**Bulk modulus of hcp Fe, Ni, Rh, Ir and Pt: volume, magnetism or d-bond strength**

The table holds volume per atom, bulk modulus $B$, its pressure derivative, site moment and neighbour distance of five late transition metals in the hcp structure, from scalar-relativistic plane-wave PAW calculations with m-r2SCAN. The program tests whether $BV$ follows a Friedel d-bond energy (filling times band width, the width taken from the density of states implied by the smearing entropy), and sets this against power laws in volume, Birch-Murnaghan stretching of one metal to its neighbour's volume, and magnetism. A power law in volume fails across the set (fitted exponent $+0.20$), whereas stretching reproduces Ni from Fe and Pt from Ir within 8 %, and Ir to Pt softens by 29 % with no moment. The width estimate gives 368 GPa for Ir from Rh against the computed 373 GPa, but falls 30 % short for Pt from ferromagnetic Ni. The filling factor with one s-p electron overstates the loss of $BV$, and the two-term energy is inconsistent with $B'$ for Fe, Rh and Ir.

Fe, Ni, Rh, Ir and Pt in the hcp structure, each relaxed in the lowest of the magnetic starts tried, with Ansatz 0.2.0 (DFT, m-r2SCAN, collinear spin, scalar-relativistic PAW). The plane-wave cutoff is 500 eV and the Fermi-Dirac smearing width 0.05 eV. Volumes, bulk moduli and their derivatives come from an equation of state over uniformly scaled cells.

## The fit in Python

```python
# Table: volume, bulk modulus B, B', moment of hcp Fe, Ni, Rh, Ir, Pt; Ansatz 0.2.0, plane-wave PAW,
# scalar-relativistic m-r2SCAN. Tested: B*V ~ d-bond energy (filling x band width) against
# volume alone and against magnetism.
T = {
    'element': ['Fe', 'Ni', 'Rh', 'Ir', 'Pt'],
    'Z': [26, 28, 45, 77, 78],
    'valence_electrons': [8, 10, 9, 9, 10],
    'k_mesh': ['17×17×9', '17×17×9', '22×22×12', '22×22×12', '22×22×11'],
    'volume_m_r2SCAN': [9.86, 10.48, 13.76, 14.26, 15.41],  # Å³
    'bulk_modulus_m_r2SCAN': [323, 224, 280, 373, 266],  # GPa
    'bulk_modulus_pressure_derivative_m_r2SCAN': [4.54, 4.8, 5.15, 5.05, 5.43],
    'moment_m_r2SCAN': [0.0, 0.67, 0.0, 0.0, 0.0],  # μB
    'magnetic_order_m_r2SCAN': ['non-magnetic', 'ferromagnetic', 'non-magnetic', 'non-magnetic', 'non-magnetic'],
    'neighbour_distance_m_r2SCAN': [2.381, 2.447, 2.679, 2.718, 2.733],  # Å
}
import numpy as np
from scipy.constants import e
from scipy.optimize import brentq
el = T['element']; D = lambda k: dict(zip(el, T[k]))
V, B, Bp = D('volume_m_r2SCAN'), D('bulk_modulus_m_r2SCAN'), D('bulk_modulus_pressure_derivative_m_r2SCAN')
N, M, dn = D('valence_electrons'), D('moment_m_r2SCAN'), D('neighbour_distance_m_r2SCAN')
# Further outputs of the same runs: cell edges a, c (A); TS per 2-atom cell (eV) at 0.96, 1.00, 1.04; P (GPa) at 0.96, 1.04
ac = dict(Fe=(2.435, 3.842), Ni=(2.447, 4.038), Rh=(2.701, 4.358), Ir=(2.727, 4.431), Pt=(2.733, 4.763))
TS = dict(Fe=(.018332, .019392, .020509), Ni=(.031363, .032411, .033462), Rh=(.023671, .025544, .027492),
          Ir=(.01737, .018759, .020202), Pt=(.024826, .026469, .028176))
P = dict(Fe=(14.42118, -11.62539), Ni=(10.35025, -7.793535), Rh=(12.58118, -9.956755),
         Ir=(16.76358, -13.36599), Pt=(12.24698, -9.311971))
L = np.log(1.04/0.96); sig = 0.05  # smearing width, eV
BV = {k: B[k]*V[k]*1e-21/e for k in el}
g = {k: 3*TS[k][1]/(np.pi*sig)**2/2 for k in el}
n = {k: np.log(TS[k][2]/TS[k][0])/L for k in el}
print("el   c/a  in-plane, interlayer (A)  B*V (eV)  B from pressures (GPa, vs table)")
for k in el:
    a, c = ac[k]; b = (P[k][0]-P[k][1])/L
    print(f"{k}  {c/a:.3f}  {a:.3f} {np.sqrt(a*a/3+c*c/4):.3f}  {BV[k]:.1f}  {b:.0f} ({100*(b/B[k]-1):+.1f} %)")
print(f"table rounding: B up to {50/min(B.values()):.2f} %, V up to {0.5/min(V.values()):.2f} %")
x = np.log([V[k] for k in el]); y = np.log([B[k] for k in el])
s, c0 = np.polyfit(x, y, 1); k53 = np.mean(y+5/3*x)
print(f"Volume alone: fitted B ~ V^{s:+.2f}, correlation {np.corrcoef(x, y)[0,1]:+.2f} (electron gas: -1.67)")
print(" error of free power law, %: " + " ".join(f"{k} {100*(np.exp(s*u+c0-w)-1):+.0f}" for k, u, w in zip(el, x, y)))
print(" error of V^-5/3 law, %:     " + " ".join(f"{k} {100*(np.exp(k53-5/3*u-w)-1):+.0f}" for k, u, w in zip(el, x, y)))
def bm(k, v):  # third-order Birch-Murnaghan P and B of metal k at volume v
    t = (V[k]/v)**(1/3); xi = .75*(Bp[k]-4); h = 1+xi*(t*t-1)
    return 1.5*B[k]*(t**7-t**5)*h, .5*B[k]*((7*t**7-5*t**5)*h+2*xi*t*t*(t**7-t**5))
pairs = [('Fe', 'Ni'), ('Ir', 'Pt'), ('Rh', 'Ir'), ('Ni', 'Pt')]
print("pair    dV %   dB %   B ratio  V^-5/3 ratio  B*V ratio  moments (muB)")
for a, b in pairs:
    print(f"{a}->{b}  {100*(V[b]/V[a]-1):+.1f}  {100*(B[b]/B[a]-1):+.1f}  {B[b]/B[a]:.3f}  {(V[b]/V[a])**(-5/3):.3f}  {BV[b]/BV[a]:.3f}  {M[a]:.2f} {M[b]:.2f}")
print(f"Ir->Pt listed neighbour distance {dn['Pt']-dn['Ir']:+.3f} A ({100*(dn['Pt']/dn['Ir']-1):+.1f} %)")
print("First metal stretched to the volume of the second (Ni->Pt lies beyond the fitted range):")
for a, b in pairs[:3]:
    p, bb = bm(a, V[b])
    print(f" {a} at V({b}): P {p:.1f} GPa, B {bb:.0f} GPa; {b} has {B[b]:.0f} GPa ({100*(B[b]/bb-1):+.0f} %)")
f = lambda k, q: (N[k]-q)*(10-N[k]+q)
print("Filling at fixed band width, Nd = valence - q: ratio of Nd(10-Nd) vs B*V ratio")
for a, b in pairs[:2]:
    r = BV[b]/BV[a]; q = brentq(lambda z: f(b, z)/f(a, z)-r, .5, 3.5)
    print(f" {a}->{b}: q=1 {f(b,1)/f(a,1):.3f}, q=2 {f(b,2)/f(a,2):.3f}, table {r:.3f}, q needed {q:.2f}")
print(f" B*V factor per added electron: Fe->Ni {(BV['Ni']/BV['Fe'])**.5:.3f}, Ir->Pt {BV['Pt']/BV['Ir']:.3f}")
print("el  g(EF) states/eV/atom   n = dln g/dln V (canonical 1.67)   m = B'-2-n (binding needs m > n)")
for k in el:
    print(f"{k}  {g[k]:.2f}  {n[k]:.2f}  {Bp[k]-2-n[k]:.2f}")
for a, b in pairs[2:]:
    w = g[a]/g[b]; pb = BV[a]*w/BV[b]*B[b]
    print(f"{a}->{b}: width ratio from 1/g {w:.3f}, B*V ratio {BV[b]/BV[a]:.3f}, predicted B {pb:.0f} GPa ({100*(pb/B[b]-1):+.0f} %)")
# Further outputs: Ni site moments at 0.96, 1.04; in-plane and axial stress (GPa) of Ni 0.88, Ir 1.08, Pt 0.96 (Pt to 3 figures)
print(f"Ni moment: dln m/dln V = {np.log(.68541/.65495)/L:.2f}")
st = dict(Ni=(39.6398, 38.6112), Ir=(-23.42763, -24.26097), Pt=(13.1, 10.4))
print("stress anisotropy / pressure, %: " + " ".join(f"{k} {100*(u-w)/abs((2*u+w)/3):.1f}" for k, (u, w) in st.items()))
K = 2*(st['Pt'][0]-st['Pt'][1])/abs(np.log(.96)); ex = B['Pt']-bm('Ir', V['Pt'])[1]
print(f"Pt mean stress {(2*st['Pt'][0]+st['Pt'][1])/3:.1f} GPa vs pressure {P['Pt'][0]:.1f} GPa")
print(f"Pt excess over stretched Ir {ex:.0f} GPa; relaxing c/a removes it if shear modulus is near {round(K*K/ex/12, -1):.0f} GPa")
assert s > -0.5
assert V['Ir'] > V['Rh'] and B['Ir'] > B['Rh'] and abs(g['Rh']/g['Ir']*BV['Rh']/BV['Ir']-1) < 0.1
assert M['Ir'] == 0 and M['Pt'] == 0 and B['Pt']/B['Ir'] < 0.8
assert all(1.2 < n[k] < 2.2 for k in el if M[k] == 0)
```

Printed output:

```
el   c/a  in-plane, interlayer (A)  B*V (eV)  B from pressures (GPa, vs table)
Fe  1.578  2.435 2.380  19.9  325 (+0.7 %)
Ni  1.650  2.447 2.464  14.7  227 (+1.2 %)
Rh  1.613  2.701 2.680  24.0  282 (+0.6 %)
Ir  1.625  2.727 2.718  33.2  376 (+0.9 %)
Pt  1.743  2.733 2.857  25.6  269 (+1.3 %)
table rounding: B up to 0.22 %, V up to 0.05 %
Volume alone: fitted B ~ V^+0.20, correlation +0.21 (electron gas: -1.67)
 error of free power law, %: Fe -15 Ni +24 Rh +5 Ir -21 Pt +13
 error of V^-5/3 law, %:     Fe +34 Ni +74 Rh -11 Ir -37 Pt -23
pair    dV %   dB %   B ratio  V^-5/3 ratio  B*V ratio  moments (muB)
Fe->Ni  +6.3  -30.7  0.693  0.903  0.737  0.00 0.67
Ir->Pt  +8.1  -28.7  0.713  0.879  0.771  0.00 0.00
Rh->Ir  +3.6  +33.2  1.332  0.942  1.381  0.00 0.00
Ni->Pt  +47.0  +18.8  1.188  0.526  1.746  0.67 0.00
Ir->Pt listed neighbour distance +0.015 A (+0.6 %)
First metal stretched to the volume of the second (Ni->Pt lies beyond the fitted range):
 Fe at V(Ni): P -17.2 GPa, B 243 GPa; Ni has 224 GPa (-8 %)
 Ir at V(Pt): P -23.8 GPa, B 247 GPa; Pt has 266 GPa (+8 %)
 Rh at V(Ir): P -9.1 GPa, B 232 GPa; Ir has 373 GPa (+61 %)
Filling at fixed band width, Nd = valence - q: ratio of Nd(10-Nd) vs B*V ratio
 Fe->Ni: q=1 0.429, q=2 0.667, table 0.737, q needed 2.38
 Ir->Pt: q=1 0.562, q=2 0.762, table 0.771, q needed 2.06
 B*V factor per added electron: Fe->Ni 0.859, Ir->Pt 0.771
el  g(EF) states/eV/atom   n = dln g/dln V (canonical 1.67)   m = B'-2-n (binding needs m > n)
Fe  1.18  1.40  1.14
Ni  1.97  0.81  1.99
Rh  1.55  1.87  1.28
Ir  1.14  1.89  1.16
Pt  1.61  1.58  1.85
Rh->Ir: width ratio from 1/g 1.362, B*V ratio 1.381, predicted B 368 GPa (-1 %)
Ni->Pt: width ratio from 1/g 1.224, B*V ratio 1.746, predicted B 187 GPa (-30 %)
Ni moment: dln m/dln V = 0.57
stress anisotropy / pressure, %: Ni 2.6 Ir 3.5 Pt 22.1
Pt mean stress 12.2 GPa vs pressure 12.2 GPa
Pt excess over stretched Ir 19 GPa; relaxing c/a removes it if shear modulus is near 80 GPa
```
